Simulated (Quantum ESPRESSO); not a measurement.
# Cutoff and k mesh for the magnetic order energy and moment of MnCuAs (P4/nmm) and MnGe (P2_13) in LDA

The usual rule of thumb is that basis and sampling errors cancel between two magnetic orders of one crystal, so that a modest cutoff is enough for their energy difference. We test it for a screening task: choosing Mn compounds for a magnetic memory layer by the stability of their order.

Our brief asks for one cutoff that serves both compounds. The order energy, opposed less parallel per magnetic atom, must lie within 25 K of its value at the tightest setting when divided by Boltzmann's constant. The moment of the parallel order must lie within 0.02 μB of its value there, and the pair of runs may cost at most half of the tightest pair. These limits are our own choice. They concern numerical settings within LDA, not agreement with experiment.

## Set-up

Crystals from cells of the Materials Project database (relaxed there by DFT), atoms fixed in all runs. Quantum ESPRESSO 7.5, plane waves with GBRV 1.5 LDA pseudopotentials, cutoff 299 to 708 eV, Fermi-Dirac smearing of 0.1 to 0.14 eV, k meshes whose coarsest spacing along a reciprocal vector is 0.17 to 0.49 1/Å over all runs (2π included). Functional: LDA, no Hubbard U; collinear spins, no spin-orbit coupling. For each system the cutoff is raised and the threshold for self-consistency lowered at every rung, while the smearing width stays fixed; the k mesh becomes denser overall but not at every step (MnGe keeps 4×4×4 from the first to the second rung, and MnCuAs goes from 6 to 4 points along c from the second to the third); a parallel and one opposed order are run at each value. Costs are from shared machines, each system on one type of processor (MnCuAs (P4/nmm): Skylake/Cascade Lake; MnGe (FeSi-type, P2_13): Arm Neoverse N1), so they compare within a system. Runs that did not converge or carry a known fault are not listed.

Notes on method and selection:

- The tightest setting is the reference and is not itself shown to be converged.
- Energies are free energies at the smearing width, not extrapolated to zero width.
- Site moments count the spin inside each program's own atomic sphere, so they depend somewhat on its radius and leave out the spin between the spheres.
- Quantum ESPRESSO sets the radius of an element's spheres to about 0.41 of its shortest distance to a neighbour, so it changes from cell to cell and the site moment with it.
- Runs that did not converge, have known faults or may not be shown are not listed, and runs on Ansatz's PAW sets soft_1 and soft_2 are kept to separate tables.

Columns:

- cost (core-s): processor time of the two runs together.
- settings: basis cutoff (eV), k mesh of the primitive cell and smearing width (eV).
- order energy (meV): energy of the opposed order less that of the parallel order, per magnetic atom.
- error (meV): that energy less its value at the tightest setting of the same system.
- moment (μB): largest site spin moment of the parallel order.

## The series

```
member                      system                   cost (core-s)  settings             order energy (meV)  error (meV)  moment (μB)  remark
MnCuAs (P4/nmm), 1          MnCuAs (P4/nmm)          140            299.3, 4×4×2, 0.1    −128.7              7.20         3.231
MnCuAs (P4/nmm), 2          MnCuAs (P4/nmm)          550            408.2, 6×6×6, 0.1    −136.3              −0.40        3.203
MnCuAs (P4/nmm), 3          MnCuAs (P4/nmm)          920            544.2, 8×8×4, 0.1    −134.1              1.78         3.202
MnCuAs (P4/nmm), 4          MnCuAs (P4/nmm)          3200           707.5, 10×10×6, 0.1  −135.9              0.00         3.205
MnGe (FeSi-type, P2_13), 1  MnGe (FeSi-type, P2_13)  310            299.3, 4×4×4, 0.14   95.2                48.14        1.948        the opposed order ends with a moment of 1.53 muB against 1.10 at the tightest setting
MnGe (FeSi-type, P2_13), 2  MnGe (FeSi-type, P2_13)  470            408.2, 4×4×4, 0.14   49.9                2.88         1.653
MnGe (FeSi-type, P2_13), 3  MnGe (FeSi-type, P2_13)  2400           544.2, 6×6×6, 0.14   47.0                −0.04        1.624
MnGe (FeSi-type, P2_13), 4  MnGe (FeSi-type, P2_13)  8600           707.5, 8×8×8, 0.14   47.0                0.00         1.623
```

## Interpretation

At 299.3 eV the order energy is off by 7.20 meV in MnCuAs and by 48.14 meV in MnGe, which is 5% and 102% of the respective tightest values. From 408.2 eV upward the errors stay below 3 meV. The sign never changes: the opposed order is lower in MnCuAs, the parallel order in MnGe.

The first step in MnGe keeps mesh and smearing width fixed, so its fall of 95.2 − 49.9 = 45.3 meV comes from the higher cutoff, together with the tighter self-consistency threshold. Over 408.2 − 299.3 = 108.9 eV of cutoff this averages 45.3 / 108.9 = 0.42 meV per eV. The likely mechanism is that the compact Mn 3d states need plane waves of short wavelength. Without them the balance between exchange gain and band energy shifts, and the moment of an itinerant magnet such as MnGe follows easily. The parallel moment drops from 1.948 to 1.653 μB in this step.

With a fixed exchange constant the order energy would scale as $m^2$. The inflated moment would then give 47.0 × (1.948 / 1.623)² = 67.7 meV, which has the right sign but covers less than half of the excess. The rest may come from the energy of forming moments of different size in the two orders, or from a change of the exchange constant itself; the table cannot separate them.

In MnCuAs the moment is stiffer and moves by only 0.026 μB between the first and last settings. Its slight excess at the first setting would make the order energy more negative, whereas the calculated value is less negative. Sampling is a better candidate: the energy is −128.7 meV with two k points along c, −134.1 with four, and −136.3 and −135.9 with six. Cutoff and in-plane mesh change as well, so this ordering is suggestive only.

## Where the trend breaks

The first MnGe row should not be used for energies or moments. Its opposed order ends with 1.53 μB against 1.10 μB at the tightest setting, a larger relative excess than in the parallel order, so the errors of the two runs do not cancel. The low cutoff is the first suspect, though the opposed run may also have settled in a different magnetic solution, or stopped before its moment had fully relaxed under the loose self-consistency threshold of this rung.

The third MnCuAs row steps back by 136.3 − 134.1 = 2.2 meV from the second despite its higher cutoff. It remains usable where 2 meV is tolerable. The small error of the second row, −0.40 meV, deserves some caution: that row has the same six points along c as the reference, and a sampling error common to both would not show in the difference.

## Computational cost

The best purchase is the first step in MnGe: 160 extra core-s remove 45.3 meV of error. The next step costs 2400 − 470 = 1930 core-s more and lowers the order energy by 49.9 − 47.0 = 2.9 meV. The last adds 6200 core-s and moves the energy by 0.04 meV. In MnCuAs the first step, from 140 to 550 core-s, brings the error from 7.20 to −0.40 meV; later steps show no steady gain.

Cost follows the number of mesh points times cutoff to the power 3/2, as expected when work grows with the number of plane waves. The second MnGe step goes from 4 × 4 × 4 = 64 to 6 × 6 × 6 = 216 points, which gives (216 / 64) × (544.2 / 408.2)^1.5 = 5.2, against 2400 / 470 = 5.1. The estimate fails for the first MnCuAs step, from 4 × 4 × 2 = 32 to 216 points, giving (216 / 32) × (408.2 / 299.3)^1.5 = 10.8 against 550 / 140 = 3.9, possibly because symmetry removes a smaller share of a coarse mesh.

## Choosing a member

We convert energies with $T = \Delta E / k_\mathrm{B}$ and $k_\mathrm{B}$ = 0.0862 meV/K. This is an energy scale, not an ordering temperature.

At 299.3 eV the errors are 7.20 / 0.0862 = 84 K for MnCuAs and 48.14 / 0.0862 = 560 K for MnGe, so both rows fail. At 408.2 eV MnCuAs passes, with an error of about −5 K and a moment 0.002 μB below the reference. MnGe fails there on both counts, with 2.88 / 0.0862 = 33 K and a moment 0.030 μB too large.

At 544.2 eV both compounds pass. MnCuAs is off by 1.78 / 0.0862 = 21 K and 0.003 μB, MnGe by less than 1 K and 0.001 μB. The costs are 920 / 3200 = 0.29 and 2400 / 8600 = 0.28 of the tightest pairs. The 707.5 eV rows define the reference and exceed the cost limit.

Our pick is therefore 544.2 eV, with 8×8×4 points for MnCuAs and 6×6×6 for MnGe. The order energies become −134.1 / 0.0862 = −1560 K and 47.0 / 0.0862 = 545 K. LDA itself can be wrong by roughly some tens of meV for such metals, or a few hundred kelvin. The settings are thus good enough for comparisons within LDA, while the physical stability of either order is known far less closely. For MnGe, whose real order is a spiral, the collinear difference is only a measure of exchange strength.

The runner-up is 408.2 eV. It would win if the limits were relaxed to 35 K and 0.04 μB, or if a denser mesh at that cutoff brought MnGe within the present ones. The pick is also exposed on the MnCuAs side: the limit is 25 × 0.0862 = 2.16 meV, so a converged order energy only 0.4 meV more negative than the present reference would put the 8×8×4 row outside the limit. A run at 544.2 eV with six points along c would be the natural check.

## Conclusions and limits

For these two metals, at their fixed smearing widths and with the k meshes listed, cutoffs from 408 to 708 eV hold the order energy within 3 meV and the moment within 0.03 μB of the tightest setting. The rule of thumb fails for MnGe at 299 eV.

Two effects that this test does not vary can exceed that remaining spread. Electronic smearing lowers each order by about $(\pi^2/6)\,N(E_\mathrm{F})\,w^2$, where $w$ is the width and $N(E_\mathrm{F})$ the density of states at the Fermi level. It favours the order with more states there, by roughly 16 meV at 0.1 eV and 32 meV at 0.14 eV for a difference of one state per eV and magnetic atom. Gradient corrections or a Hubbard U usually raise Mn moments, by roughly some tenths of a μB.

[Logs are printed without paths, hosts, clocks, repeated set-up lines and the standing remarks that a program may print on its own settings, such as how far it seeks lower states.]
